**How far does a differential-overlap map reach, and why is its length independent of system size?**

In domain-based local MP2 and coupled-cluster codes, a localised occupied orbital is linked to a virtual or fitting function when their differential overlap $\mathrm{DOI}=\sqrt{\int f^2g^2\,d^3r}$ exceeds a threshold $\tau$. I have seen it stated that two s Gaussians give a closed formula, that the radius of the resulting map grows like $\sqrt{\ln(1/\tau)}$ for Gaussian tails and like $\ln(1/\tau)$ for exponential ones, and that the maps therefore stop growing with the system. How is this derived, and which of the two laws applies to a bond orbital in diamond, which is expanded in Gaussians but is supposed to decay exponentially?

---

**Answer**

## 1. Conventions and premises

Atomic units are used unless stated: lengths in bohr, energies in hartree. The functions $f$ and $g$ are real and normalised, $\int f^2=\int g^2=1$, with centres $\mathbf A$ and $\mathbf B$ a distance $R$ apart. The differential overlap, used for sparse maps by Pinski, Riplinger, Valeev and Neese (2015), is

$$\mathrm{DOI}(f,g)=\Big[\int f^2(\mathbf r)\,g^2(\mathbf r)\,d^3r\Big]^{1/2}.\tag{1}$$

Each of $f^2$, $g^2$ has dimension length$^{-3}$, so the DOI and the threshold $\tau$ carry the unit bohr$^{-3/2}$. The map of $f$ is the list of all $g$ with $\mathrm{DOI}(f,g)>\tau$, its length is the number of entries, and its radius $R_\tau$ is the largest $R$ at which an entry can occur.

Two properties of (1) matter. First, the integrand is non-negative, so the DOI can't vanish through symmetry or orthogonality. The plain overlap can: an occupied orbital and a projected atomic orbital (PAO, an atomic function with its occupied components removed) have zero overlap at every distance. Second, $g^2$ is a probability density, so $\mathrm{DOI}^2$ is the average of $f^2$ over that density. It is linear in $f^2$ and linear in $g^2$.

The statement about system size needs two further premises:

* **(P1) uniform decay**: the decay constants and amplitudes of all functions have bounds that don't depend on the size of the system;
* **(P2) bounded packing**: centres that carry basis functions are at least a distance $d$ apart, and each carries at most $n_b$ functions.

## 2. Two s Gaussians

Take $f=(2a/\pi)^{3/4}e^{-a|\mathbf r-\mathbf A|^2}$ and $g=(2b/\pi)^{3/4}e^{-b|\mathbf r-\mathbf B|^2}$. The prefactors follow from $\int e^{-\lambda r^2}d^3r=(\pi/\lambda)^{3/2}$ with $\lambda=2a$ and $2b$. Put $\mathbf A$ at the origin and $\mathbf B$ at $x=R$. Completing the square in $x$ gives

$$a x^2+b(x-R)^2=(a+b)\Big(x-\frac{bR}{a+b}\Big)^2+\mu R^2,\qquad \mu=\frac{ab}{a+b},$$

while the $y$ and $z$ terms are $(a+b)(y^2+z^2)$. With $\mathbf P=(a\mathbf A+b\mathbf B)/(a+b)$,

$$f^2g^2=\Big(\frac{4ab}{\pi^2}\Big)^{3/2}e^{-2\mu R^2}\,e^{-2(a+b)|\mathbf r-\mathbf P|^2}.$$

The last factor integrates to $[\pi/(2(a+b))]^{3/2}$. Since $\frac{4ab}{\pi^2}\cdot\frac{\pi}{2(a+b)}=\frac{2\mu}{\pi}$, the square root is

$$\boxed{\mathrm{DOI}=\Big(\frac{2ab}{\pi(a+b)}\Big)^{3/4}\exp\Big(-\frac{ab}{a+b}R^2\Big)=A\,e^{-\mu R^2},\qquad A=\Big(\frac{2\mu}{\pi}\Big)^{3/4}.}\tag{2}$$

The two exponents enter only through $\mu$.

The same product theorem applied to $fg$ gives the overlap $S=(4ab/\pi^2)^{3/4}[\pi/(a+b)]^{3/2}e^{-\mu R^2}$, hence $S=[2\pi/(a+b)]^{3/4}\,\mathrm{DOI}$. The product $fg$ is a Gaussian charge $S$ with exponent $q=a+b$, whose Fourier transform is $S e^{-k^2/4q}$ in modulus, so its Coulomb self-repulsion is $(fg|fg)=S^2\frac{2}{\pi}\int_0^\infty e^{-k^2/2q}dk=S^2\sqrt{2q/\pi}$. The Schwarz factor $(fg|fg)^{1/2}$ that bounds two-electron integrals over $fg$ thus has the same dependence on $R$ as the DOI. For s Gaussians the DOI is proportional to it, with a factor that depends on $q$ only.

**Radius.** Setting (2) equal to $\tau$,

$$R_\tau=\sqrt{\frac{1}{\mu}\ln\frac{A}{\tau}}=\sqrt{\frac{\ln(1/\tau)+\ln A}{\mu}},\qquad \tau<A.\tag{3}$$

For $\tau\to0$ at fixed exponents this grows as $\sqrt{\ln(1/\tau)}$. For $\tau\ge A$ the map is empty. Differentiating, with $d\ln A/d\mu=3/(4\mu)$,

$$\frac{dR_\tau^2}{d\mu}=\frac{1}{\mu^2}\Big[\frac34-\ln\frac A\tau\Big].$$

So while $\ln(A/\tau)>3/4$ the smallest $\mu$, that is the most diffuse pair, sets the radius. The maximum over all $\mu$ lies at $\ln(A/\tau)=3/4$, where $\mu=\frac{\pi e}{2}\tau^{4/3}$ and $R_\tau^2=3/(4\mu)$. No pair of s Gaussians has a radius beyond $\sqrt{3/(2\pi e)}\,\tau^{-2/3}$, which is 9.0 bohr at $\tau=10^{-2}$.

Angular momentum multiplies $fg$ by a polynomial in $\mathbf r-\mathbf A$ and $\mathbf r-\mathbf B$. Near $\mathbf P$ these vectors have lengths proportional to $R$, so the DOI gains at most a power $R^{n}$, and $\mu R^2=\ln(1/\tau)+n\ln R+\text{const}$. The extra term is of order $\ln\ln(1/\tau)$ and leaves the leading law alone.

## 3. Where the exponential tail comes from

A localised orbital of an extended system is $w=\sum_\nu c_\nu\chi_\nu$ with Gaussians $\chi_\nu$ on all atoms. Each $\chi_\nu$ has a Gaussian tail, but far from the centre of $w$ its value is supplied by the functions on the distant atoms themselves. The decay of $w$ is then the decay of the coefficients $c_\nu$, which is a property of the band structure.

For a crystal, $w(x)\propto\int u(k)e^{ikx}dk$ in one dimension, with $u(k)$ a component of the Bloch vector. If $u$ is analytic for $|\mathrm{Im}\,k|<\kappa$, the contour can be shifted to $\mathrm{Im}\,k=\kappa'<\kappa$ for $x>0$, which yields $|w|\le \text{const}\cdot e^{-\kappa' x}$. The limit $\kappa$ is the distance to the nearest branch point, where the occupied band joins an empty one (Kohn, 1959). A two-band model makes it explicit:

$$H(k)=\begin{pmatrix}\Delta&\hbar vk\\ \hbar vk&-\Delta\end{pmatrix},\qquad E_\pm=\pm\varepsilon,\qquad \varepsilon=\sqrt{\Delta^2+\hbar^2v^2k^2}.$$

The gap is $E_g=2\Delta$. Expanding, $\varepsilon\approx\Delta+\hbar^2v^2k^2/2\Delta$, so both bands have mass $m^*=\Delta/v^2$. The bands meet where $\varepsilon=0$, at $k=\pm i\kappa$ with

$$\kappa=\frac{\Delta}{\hbar v}=\frac{1}{\hbar}\sqrt{\frac{m^*E_g}{2}}.\tag{4}$$

The lower eigenvector is $(-\sin\frac\theta2,\cos\frac\theta2)$ with $\tan\theta=\hbar vk/\Delta$, and $\cos^2\frac\theta2=\frac12(1+\Delta/\varepsilon)$. Since $\varepsilon=\hbar v\sqrt{k^2+\kappa^2}$, near the branch point $\cos\frac\theta2\approx(\Delta/2\varepsilon)^{1/2}\propto(k^2+\kappa^2)^{-1/4}$. The behaviour at large real $k$, where the model fails, fixes only the short-range shape of $w$. For large $x$, wrap the contour round the cut $k=i(\kappa+s)$, $s>0$. There $k^2+\kappa^2=-(2\kappa s+s^2)$, the discontinuity across the cut goes as $s^{-1/4}$ at small $s$, and

$$w_1(x)\propto e^{-\kappa x}\int_0^\infty s^{-1/4}e^{-sx}ds=\Gamma(\tfrac34)\,x^{-3/4}e^{-\kappa x},$$

the one-dimensional law of He and Vanderbilt (2001).

For three dimensions I adopt, as a model premise, an isotropic amplitude $F(|\mathbf k|)$ with this same singularity. The transforms are $w_1(x)=\frac1\pi\int_0^\infty F\cos kx\,dk$ and $w_3(r)=\frac{1}{2\pi^2r}\int_0^\infty kF\sin kr\,dk$, so $w_3=-\frac{1}{2\pi r}\frac{dw_1}{dr}$. The derivative acts at leading order on the exponential, and

$$|w(r)|\simeq C\Big(\frac{r_0}{r}\Big)^{p}e^{-\kappa(r-r_0)},\qquad p=\frac74,\tag{5}$$

where $C$ is the amplitude at a reference radius $r_0$. In what follows $p$ is kept general.

## 4. Exponential tail against a Gaussian

Let $f^2=\rho(r)$ be spherical about the origin, and let $g$ be the Gaussian of exponent $b$ at distance $R$. With $u$ the cosine of the angle between $\mathbf r$ and $\mathbf B$, $|\mathbf r-\mathbf B|^2=r^2+R^2-2rRu$, and

$$2\pi\int_{-1}^{1}e^{-2b(r^2+R^2-2rRu)}du=\frac{\pi}{2brR}\Big[e^{-2b(r-R)^2}-e^{-2b(r+R)^2}\Big].$$

Multiplying by $(2b/\pi)^{3/2}\rho\,r^2dr$ gives the exact radial form

$$\mathrm{DOI}^2=\sqrt{\frac{2b}{\pi}}\,\frac1R\int_0^\infty r\rho(r)\Big[e^{-2b(r-R)^2}-e^{-2b(r+R)^2}\Big]dr.\tag{6}$$

Insert the square of (5) for $r>r_0$. The second exponential is smaller than the first by $e^{-8brR}$ and is dropped. In the first,

$$-2\kappa r-2b(r-R)^2=-2b(r-R')^2-2\kappa R+\frac{\kappa^2}{2b},\qquad R'=R-\frac{\kappa}{2b}.$$

The factor $\sqrt{2b/\pi}\,e^{-2b(r-R')^2}$ is a normalised one-dimensional Gaussian of variance $\sigma^2=1/4b$. When $R'-r_0\gg\sigma$ the lower limit is immaterial, and a Taylor expansion of $r^{1-2p}$ about $R'$ gives the average $R'^{\,1-2p}[1+p(2p-1)\sigma^2/R'^2+\dots]$. Therefore

$$\mathrm{DOI}\simeq B\,R^{-p}e^{-\kappa R}\Big[1+\frac{(2p-1)\kappa}{4bR}+O(R^{-2})\Big],\qquad B=C\,r_0^{\,p}\,e^{\kappa r_0}\,e^{\kappa^2/4b},\tag{7}$$

where the bracket comes from $(R/R')^{p-1/2}$. In words, the DOI equals $|w|$ at the centre of the Gaussian, raised by $e^{\kappa^2/4b}$ because the Gaussian samples the tail on its near side. The rate of decay belongs to the tail. The exponent $b$ enters only the prefactor.

**Radius.** Drop the bracket and set (7) equal to $\tau$. Then $R^pe^{\kappa R}=B/\tau$. Taking the $p$-th root and multiplying by $\kappa/p$ gives $ze^{z}=\frac\kappa p(B/\tau)^{1/p}$ with $z=\kappa R/p$, so with the Lambert function $W$,

$$R_\tau=\frac{p}{\kappa}\,W\!\Big[\frac{\kappa}{p}\Big(\frac B\tau\Big)^{1/p}\Big].\tag{8}$$

Equivalently $y=\kappa R_\tau$ solves $y+p\ln y=\Lambda$ with $\Lambda=\ln(B\kappa^p/\tau)$. One iteration from $y=\Lambda$ gives

$$\boxed{R_\tau=\frac{1}{\kappa}\big[\Lambda-p\ln\Lambda+o(1)\big],\qquad \frac{dR_\tau}{d\ln(1/\tau)}=\frac{1}{\kappa+p/R_\tau}.}\tag{9}$$

The radius grows as $\ln(1/\tau)/\kappa$, and the slope approaches $1/\kappa$ from below only when $R_\tau\gg p/\kappa$.

## 5. Two exponential tails

A PAO is $\chi-\sum_i w_i\langle w_i|\chi\rangle$. The subtracted part is the occupied projector acting on $\chi$, and the projector of the two-band model, $\frac12(1-H/\varepsilon)$, has its branch points at the same $\pm i\kappa$. So $g$ may have a tail of the same rate. For two normalised 1s Slater functions of equal exponent $\zeta$, $f^2=(\zeta^3/\pi)e^{-2\zeta r_A}$ and likewise $g^2$, spheroidal coordinates $r_A+r_B=R\xi$, $r_A-r_B=R\eta'$, with volume element $(R/2)^3(\xi^2-\eta'^2)\,d\xi\,d\eta'\,d\varphi$, give with $t=2\zeta R$

$$\mathrm{DOI}^2=\frac{\zeta^6}{\pi^2}\,\frac{\pi R^3}{4}\int_1^\infty\Big(2\xi^2-\frac23\Big)e^{-t\xi}d\xi=\frac{\zeta^3}{8\pi}\,e^{-t}\Big(1+t+\frac{t^2}{3}\Big).$$

The DOI decays as $R\,e^{-\zeta R}$, at the rate of a single tail, because $r_A+r_B=R$ along the whole segment between the centres. For tails $r^{-p}e^{-\kappa r}$ on both functions, a point at position $x$ on the segment and distance $s$ off it has $r_A+r_B\approx R+s^2R/[2x(R-x)]$. The transverse integral of $e^{-2\kappa(r_A+r_B)}$ is then $\pi x(R-x)e^{-2\kappa R}/(\kappa R)$, leaving $R^{-1}\int[x(R-x)]^{1-2p}dx$. At $p=0$ this is $R^2/6$, the power found above. For $p>1$ the integral is dominated by its ends and scales as $R^{1-2p}$, so $\mathrm{DOI}^2\propto R^{-2p}e^{-2\kappa R}$. With $p=7/4$ on both functions, the form (7) survives and only $B$ changes.

## 6. Independence of system size

The asymptotic forms can be replaced by a bound. Suppose $|f(\mathbf r)|\le C'e^{-\kappa' r_A}$ everywhere, and let $M=\int g^2e^{2\kappa' r_B}d^3r$. This $M$ is finite for any Gaussian, and for any function whose tail decays at a rate above $\kappa'$, so any $\kappa'<\kappa$ serves. The triangle inequality $r_A\ge R-r_B$ gives $f^2\le C'^2e^{-2\kappa'R}e^{2\kappa'r_B}$, and hence

$$\mathrm{DOI}\le C'\sqrt M\,e^{-\kappa'R},\qquad R_\tau\le\frac{1}{\kappa'}\ln\frac{C'\sqrt M}{\tau}.\tag{10}$$

By (P1), $C'$, $M$ and $\kappa'$ have bounds independent of the number of atoms $N$, so $R_\tau$ does too. By (P2), balls of radius $d/2$ round the centres don't overlap, and those of centres within $R_\tau$ fit in a ball of radius $R_\tau+d/2$. Comparing volumes, the map length obeys

$$L\le n_b\Big(1+\frac{2R_\tau}{d}\Big)^3.\tag{11}$$

Nothing on the right depends on $N$. The number of occupied orbitals is proportional to $N$, so all maps together hold $O(N)$ entries. The inverse map has the same radius, and a chain of maps has a radius no larger than the sum of the radii, so a fixed number of such operations keeps the bound. In a bulk solid with $n$ atoms per volume the number of atoms in a map is close to $\frac{4\pi}{3}nR_\tau^3$ once $R_\tau$ spans several shells. It scales as $[\ln(1/\tau)]^{3/2}$ in the Gaussian regime and as $[\ln(1/\tau)]^{3}$ in the exponential one. In chains and sheets the power 3 of $R_\tau$ becomes 1 or 2.

## 7. Range of validity

* Equation (2) is exact for primitive s Gaussians. Equation (6) is exact for spherical $f^2$. Equations (7) to (9) need $R-\kappa/2b-r_0\gg\sigma$ and a small bracket correction.
* Both laws are limits $\tau\to0$. A real orbital has a compact part and a weak tail, and at loose thresholds the compact part decides.
* (P1) needs a gap. In (4), $\kappa\to0$ as $E_g\to0$, and in a metal at zero temperature the occupied projector decays algebraically, so $R_\tau$ grows as a power of $1/\tau$. Exponentially localised occupied orbitals must also exist and be found by the localisation procedure. Gauge and mixing among several bands can change $p$ and $C$, and in a real crystal $\kappa$ depends on direction.
* Lengths saturate only when the system extends beyond $R_\tau$ round the orbital. Smaller systems show maps that still grow with $N$.
* The threshold has a unit, and very diffuse pairs never reach it. For $a=b$, $A=(a/\pi)^{3/4}$ falls below $10^{-2}$ when $a<0.0068$ bohr$^{-2}$, even at $R=0$.
* The DOI is the $L^2$ norm of $fg$, so $|\int fg\,\phi|\le\mathrm{DOI}\cdot\|\phi\|$ for square-integrable $\phi$. The potential of a charged distribution falls as $1/r$ and isn't square-integrable. For Coulomb integrals of general functions the DOI is a screening measure and gives no strict bound. It also says nothing about the interaction of two separated products, which decays algebraically, so the selection of orbital pairs needs its own criterion.

## 8. A bond orbital in diamond

**Model.** Because $\mathrm{DOI}^2$ is linear in $w^2$, specify the spherically averaged density about the bond centre as a Gaussian core plus a tail:

$$\rho(r)=(1-\eta)\Big(\frac{2a}{\pi}\Big)^{3/2}e^{-2ar^2}+C^2\Big(\frac{r_0}{r}\Big)^{7/2}e^{-2\kappa(r-r_0)}\,\Theta(r-r_0),$$

with the tail carrying the weight $\eta$.

**Decay rate.** The band gap is 5.48 eV at 300 K (compiled value, Wei Chen 2018), or 0.2014 hartree. With $m^*=0.5\,m_e$, a round value typical of carrier masses in diamond, (4) gives $\kappa=0.224$ bohr$^{-1}=0.424$ Å$^{-1}$. The value 0.224 is used below.

**Geometry.** The lattice constant is approximately 3.567 Å, or 6.741 bohr. With 8 atoms per cube, $n=0.0261$ bohr$^{-3}$ and the bond length is 2.92 bohr. Seen from a bond centre, one sublattice sits at $\frac{a_{\rm lat}}{8}(4i-1,4j-1,4l-1)$ with $i+j+l$ even, and the other at the negatives of these vectors. The first shells hold 2, 6 and 12 atoms at 1.46, 3.67 and 4.98 bohr, and the next lies at 6.02 bohr.

**Shape.** Take $r_0=3$ bohr, between the first two shells, $\eta=0.02$ and $a=0.30$ bohr$^{-2}$. Normalising the tail requires $4\pi C^2r_0^{7/2}e^{2\kappa r_0}J=\eta$ with, after one integration by parts,

$$J=\int_{r_0}^\infty r^{-3/2}e^{-2\kappa r}dr=\frac{2e^{-2\kappa r_0}}{\sqrt{r_0}}-2\sqrt{2\pi\kappa}\,\mathrm{erfc}\sqrt{2\kappa r_0}=0.06125,$$

so $C=0.0120$ bohr$^{-3/2}$. The core has $\langle r^2\rangle=3/4a=2.50$ bohr$^2$ and the tail 21.3 bohr$^2$, which combine to 2.88 bohr$^2$ or 0.81 Å$^2$. The values of $a$ and $\eta$ were chosen so that this second moment lands near the roughly 0.8 Å$^2$ typical of a localised C–C bond orbital in diamond. That condition doesn't fix $\eta$ separately, which remains an assumption.

**Probe.** Take an s Gaussian with $b=0.15$ bohr$^{-2}$, typical of the outermost valence exponent of carbon in a double-zeta basis. Then $\mu=0.100$ bohr$^{-2}$, $A=0.1267$ bohr$^{-3/2}$, $\sigma=1.29$ bohr, $\kappa/2b=0.75$ bohr, $e^{\kappa^2/4b}=1.087$ and $B=0.175$ bohr$^{1/4}$.

**Result.** The core contributes $(1-\eta)A^2e^{-2\mu R^2}$ to $\mathrm{DOI}^2$ by (2). The tail contributes the integral (6), evaluated numerically from $r_0$ upward. The table gives the radius (3) for a purely Gaussian orbital ($\eta=0$), the radius of the full model, and for each the count $\frac{4\pi}{3}nR^3$ from the rounded radius.

| $\tau$ (bohr$^{-3/2}$) | $R_\tau$ Gaussian (bohr) | atoms | $R_\tau$ with tail (bohr) | atoms |
|---|---|---|---|---|
| $10^{-2}$ | 5.0 | 14 | 5.1 | 15 |
| $10^{-3}$ | 7.0 | 38 | 7.9 | 54 |
| $10^{-4}$ | 8.5 | 67 | 13.5 | $2.7\times10^2$ |
| $10^{-5}$ | 9.7 | $1.0\times10^2$ | 20.3 | $9.2\times10^2$ |
| $10^{-6}$ | 10.8 | $1.4\times10^2$ | 28.0 | $2.4\times10^3$ |

Counting lattice sites directly gives 20 atoms within 5.1 bohr and 56 within 7.9 bohr, so the continuum count is poor only in the first row.

The tail supplies 13 % of $\mathrm{DOI}^2$ at 5.1 bohr and 94 % at 7.9 bohr, and the two contributions cross between 6 and 7 bohr. At $\tau\approx10^{-2}$, the order typical of orbital-to-PAO maps in domain-based codes, the model is in the Gaussian regime, and the radius is set by the width of the bond and the most diffuse basis function. From $10^{-3}$ downward the tail decides. At $\tau=10^{-4}$ the closed form (8) gives 13.2 bohr against 13.5 bohr from the integral, because the corrections dropped from (7) raise the DOI by 10 % at that distance. The limiting slope is $\ln10/\kappa=10.3$ bohr per decade, while the last decade of the table adds 7.7 bohr. Equation (9) at $R=24$ bohr gives 7.8 bohr per decade, which shows that the term $p/R$ still rivals $\kappa$ throughout the table.

**Size of what the model leaves out.** In the tail regime a factor $\lambda$ in the DOI moves the radius by about $\ln\lambda/(\kappa+p/R)$. Doubling $\eta$ gives $\lambda=\sqrt2$ and a shift of 1.0 bohr at $R=13.5$ bohr. A PAO tail that contributes as much as that of the occupied orbital, probed by the core of $w$, adds the same amount. The real tail has nodes and structure on the scale of a bond and is direction-dependent, and a probe of width 1.29 bohr averages this only partly. A factor of 2 from that source would shift the radius by 2.0 bohr. The rate itself scales as $\sqrt{m^*E_g}$. The 5.48 eV gap is the indirect minimum, while the model gap is vertical, and Hartree–Fock orbitals, which are the ones localised in local MP2 and coupled cluster, belong to a one-particle spectrum with a wider gap than the measured one. At fixed mass both facts raise $\kappa$ and shorten the tail. Doubling the product $m^*E_g$ gives $\kappa=0.317$ bohr$^{-1}$ and a limiting slope of 7.3 bohr per decade. The tenths of a bohr in the table are therefore the arithmetic of the model. Its outcome is a map of 20 atoms within 5.1 bohr (2.7 Å) at $\tau=10^{-2}$, little affected by the tail, and a few hundred atoms within about 13.5 bohr (7.1 Å) at $\tau=10^{-4}$, uncertain by about 2 bohr in radius. A diamond cluster must extend that far round a bond before the map of that bond stops growing.